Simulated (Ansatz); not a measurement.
## Ligand exchange: GeH2(CH3)Cl + C2H4ClI → GeH2(CH3)I + C2H4Cl2

Species: GeH2(CH3)Cl, singlet; C2H4ClI `CC(Cl)I`, singlet; GeH2(CH3)I, singlet; C2H4Cl2 (1,1-dichloroethane) `CC(Cl)Cl`, singlet. The partners trade Cl for I: Ge–Cl and C–I bonds give way to Ge–I and C–Cl.

Shapes, held fixed at every level: PBE0-D4/def2-TZVP. Programs: Ansatz 0.2.0. The zero-point and thermal change to 298 K, harmonic and unscaled (PBE0-D4/def2-TZVP), is +0.9 kJ/mol.

| level | kind | ΔH(298 K) (kJ/mol) | less CCSD(T)/def2-TZVPP |
| --- | --- | --- | --- |
| HF/def2-SVP | Hartree–Fock | -6.7 | -11.6 |
| SPW92/def2-TZVPP | LDA | -5.3 | -10.2 |
| B3LYP-D4/def2-TZVPP | global hybrid | +1.8 | -3.1 |
| PBE0-D4/def2-TZVPP | global hybrid | -3.2 | -8.1 |
| B2PLYP/def2-TZVPP | double hybrid | +2.2 | -2.7 |
| CCSD(T)/def2-SVP | coupled cluster or CI | -5.6 | -10.5 |
| CCSD/def2-TZVPP | coupled cluster or CI | +3.6 | -1.3 |
| CCSD(T)/def2-TZVPP | coupled cluster or CI | +4.9 | 0.0 |

The highest level, CCSD(T)/def2-TZVPP, gives ΔH(298 K) = +4.9 kJ/mol; the levels span -6.7 to +4.9. They disagree on the sign: 4 of 8 are positive. The column of differences is taken from that level and isn't an error. No measured value is set beside it here. For atoms past krypton def2 sets carry core potentials with scalar relativity. Relativity is left out for Ge unless named. Correlated rows may include outer-core shells of Ge, I, which these sets cover unevenly.

The exchange is close to thermoneutral because the cost of replacing Cl by I at germanium is largely repaid at carbon. The small endothermicity at the highest level fits the bonding: germanium is more electropositive than carbon, so its bond to chlorine gains more from ionic character, and from lone-pair donation into σ* orbitals, than its bond to the softer, larger iodine. Geminal chlorines in the product probably offset part of this preference through their own n→σ* donation.

The sign depends more on the basis than on the triples. CCSD(T) moves from -5.6 to +4.9 kJ/mol between the two sets, while CCSD in the larger one already gives +3.6. Hartree–Fock lies close to CCSD(T) in the small set, so its negative value can't be put down simply to missing correlation. The results support a near balance with a tentative preference for Ge–Cl and C–I, but without a still larger basis they don't show that the sign has settled.
